**Q:** I replaced one Zn atom in ZnO by Gd and want to use the hyperfine constants as a map of the unpaired spin. The Gd atom has about a thousand times the moment of an oxygen next to it. Its constant is only some thirty times larger. Why do the two disagree so badly?

Ansatz 0.2.0, plane waves, PBE, default PAW datasets with responding cores, scalar-relativistic, spin-polarised; cutoff 420 eV, 3x3x2 mesh. ZnO supercell of 32 atoms with one Zn replaced by Gd, charge +1, 7 unpaired electrons, ions relaxed in a fixed cell. The isotropic hyperfine constant is A in H = A I·S, from the contact spin density alone.

| atom | like atoms | distance from the defect (Å) | site moment (muB) | mass number | isotropic hyperfine constant (MHz) |
| --- | --- | --- | --- | --- | --- |
| Gd1 | 1 | 0.03 | 6.70 | 157 | -41.3 |
| O17 | 3 | 2.14 | -0.01 | 17 | 1.2 |
| O25 | 1 | 2.14 | -0.01 | 17 | 1.1 |
| O26 | 1 | 3.14 | 0.00 | 17 | -0.6 |
| O23 | 1 | 3.80 | 0.00 | 17 | -0.3 |
| O27 | 3 | 3.80 | 0.00 | 17 | -0.1 |
| Zn2 | 1 | 5.16 | 0.00 | 67 | 0.1 |

**A:** They measure different things. The site moment counts the unpaired spin in a sphere around an atom, and there your map is clear: 6.70 of the 7 μB sit on Gd. With the band gap that the calculation finds, this fits Gd³⁺ with a half-filled 4f shell, seven f electrons with parallel spins. Seven parallel spins fill each of the seven f orbitals once, so there is no choice of which f orbitals to occupy.

The isotropic hyperfine constant A couples the nuclear spin to the electron spin. It depends on the spin density at the nucleus itself, multiplied by the nuclear g factor, which says how strong a magnet the nucleus is. Spin that stays away from the nucleus adds to the moment but not directly to A.

**Q:** The 4f shell is compact and lies deep inside the atom. Surely it is close enough?

**A:** Close, but an f orbital vanishes at the nucleus, because its angular momentum keeps the electron away. In this picture the density at the nucleus comes from s electrons, and in Gd³⁺ these are all paired. The 4f electrons can act only indirectly, by making the two members of each s pair slightly different. This is called core polarisation.

Exchange weakens the repulsion between electrons of parallel spin. The s electron whose spin is parallel to the 4f spins, the majority spin, is therefore drawn towards the region where the 4f shell lies. In an inner s shell that means outwards, which leaves an excess of minority spin at the nucleus. In an outer s shell it means inwards, which brings majority spin to the nucleus. The two contributions oppose each other, and A reports what is left.

**Q:** How much is left?

**A:** Scale from the hydrogen atom. Its constant is about 1400 MHz, its nuclear g factor about 5.6, and its one electron has a density of 1/π per cubic bohr at the nucleus. The constant per unit of g factor and density is then 1400 × π / 5.6 ≈ 785 MHz. With seven unpaired electrons, A refers to the whole spin, so the contact spin density ρ is

ρ = 7 A / (785 MHz × g).

For ¹⁵⁷Gd, g is about −0.23, and A = −41.3 MHz gives ρ ≈ +1.6 per cubic bohr. The run settings also name ¹⁵⁵Gd, but next to the quadrupole moments. If A belonged to that nucleus, the estimate would be about 2.2, with the same sign.

Now compare this with the s electrons already there. A hydrogen-like 1s pair at nuclear charge 64 has a density of 2 × 64³/π at the nucleus, more than a hundred thousand per cubic bohr. The calculated spin density is of the order of one part in a hundred thousand of that. Relativity changes the 1s density, so only the order of magnitude counts, but it shows how fine the balance is.

**Q:** Can a standard density functional get such a balance right?

**A:** Here it does not. Measured constants of Gd³⁺ in insulating oxides are roughly +16 MHz for ¹⁵⁷Gd, a recalled value, so the calculated one has the wrong sign and more than twice the measured size. Because g is negative, the measured sign means minority spin at the nucleus: the inner shells win. In the calculation the majority spin wins.

Semilocal functionals are known to underestimate core polarisation. If the inner shells suffer most, the outer ones would be left in control, which would give the sign found here. Bonding electrons that enter the empty 6s orbital of Gd could also bring majority spin to the nucleus. Both ideas are conjectures, since the calculation does not separate the shells. The core electrons were free to respond, so the error does not come from freezing them.

**Q:** Then is the small ratio between Gd and oxygen just a product of that error?

**A:** No. With the measured size for Gd and the calculated constant for O17, the ratio would be about 16/1.2 ≈ 13, even further from a thousand. Part of the difference is nuclear: the g factor of ¹⁷O, about −0.76, is some three times larger in size than that of ¹⁵⁷Gd. The rest is electronic: for its size, the little spin on oxygen is more effective at the nucleus than 4f spin is on Gd. A likely reason is that oxygen bonds with its 2s as well as its 2p electrons, and a 2s electron does reach the nucleus. The calculation does not show how much of the spin is in 2s.

**Q:** Why is there any spin on the oxygens, and why does it point the other way?

**A:** By their unrounded moments, the four nearest oxygens, at 2.14 Å, together carry about −0.026 μB, opposite to Gd. Their bonding electrons lean slightly towards the empty 5d orbitals of Gd. Exchange with the 4f shell lowers the majority-spin 5d orbitals, so majority-spin electrons lean over more, and minority spin is left behind on oxygen. This is a plausible account; the calculation shows the resulting sign, not the route.

The sign of A is consistent with this. A positive A with a negative g factor means a negative contact spin density, by the estimate about −0.014 per cubic bohr for O17. Contact densities this small are uncertain by their own size, so the value of about 1 MHz is soft. The negative site moments of O17 and O25 agree with that sign, but they come from the same calculated spin density and are no independent test.

The bond length has its own limits. The ions were relaxed, but the cell kept its size. The run reports a pressure of about 9.5 GPa, though in a charged cell part of that number can come from the uniform background. Semilocal functionals also spread defect states too far, so the spin on oxygen may be exaggerated.

**Q:** Further out the constants shrink and change sign. Can I read a decay law from them?

**A:** I would not. Beyond the nearest oxygens no listed constant exceeds 0.6 MHz in size, which is within the uncertainty of such small densities. The periodic images of Gd are also only about 6.5 Å apart in the plane, so the sites at 3.80 Å feel more than one Gd atom: O23 is equally far from three of them, O27 from two. Equal distance in the table therefore does not mean equal surroundings. The zinc atoms nearest to Gd are also missing from the table, and their constants can't be assumed to be zero. The calculation supports a sharp drop from Gd to its neighbours, but no particular law after that.

**Q:** So how should I use a hyperfine constant when I want to locate spin?

**A:** Divide by the nuclear g factor first, then ask how the spin reaches the nucleus. Spin in an s orbital gets there directly; spin in the half-filled f shell of Gd³⁺ acts mainly through the small imbalance it causes in paired s electrons. That is why Gd can hold nearly all the spin and still have a modest constant. In most other open f shells the orbital motion of the electrons adds a large term, so this rule does not carry over to them. The output after this text gives the ratios and the estimate in full.

The analysis program printed:

```
Site moments with more digits:
  row  distance_angstrom  moment_in_0.001_muB  A_MHz
  Gd1               0.03                 6704  -41.3
  O17               2.14               -6.782    1.2
  O25               2.14               -5.445    1.1
  O26               3.14                3.942   -0.6
  O23                3.8                4.056   -0.3
  O27                3.8                2.138   -0.1
  Zn2               5.16               0.2646    0.1
Share of the total moment inside the Gd sphere, percent: 95.77
Moment not inside the Gd sphere, muB: 0.2964
Opposite spin in the whole cell, muB: 0.03625
Summed site moment of the four nearest oxygens, muB: -0.02579
Size of site moment, Gd1 over O17, ratio: 988.5
Size of hyperfine constant, Gd1 over O17, ratio: 34.42
Estimated contact spin density at Gd1, per cubic bohr: 1.6
The same if the constant belonged to 155Gd, per cubic bohr: 2.165
Estimated contact spin density at O17, per cubic bohr: -0.01407
Size of contact spin density, Gd1 over O17, ratio: 113.7
Gd1 contact spin density over that of a hydrogen-like 1s pair with nuclear charge 64, parts per million: 9.59
Difference of A between O17 and O25, MHz: 0.1
Largest size of A beyond the nearest oxygens, MHz: 0.6
```
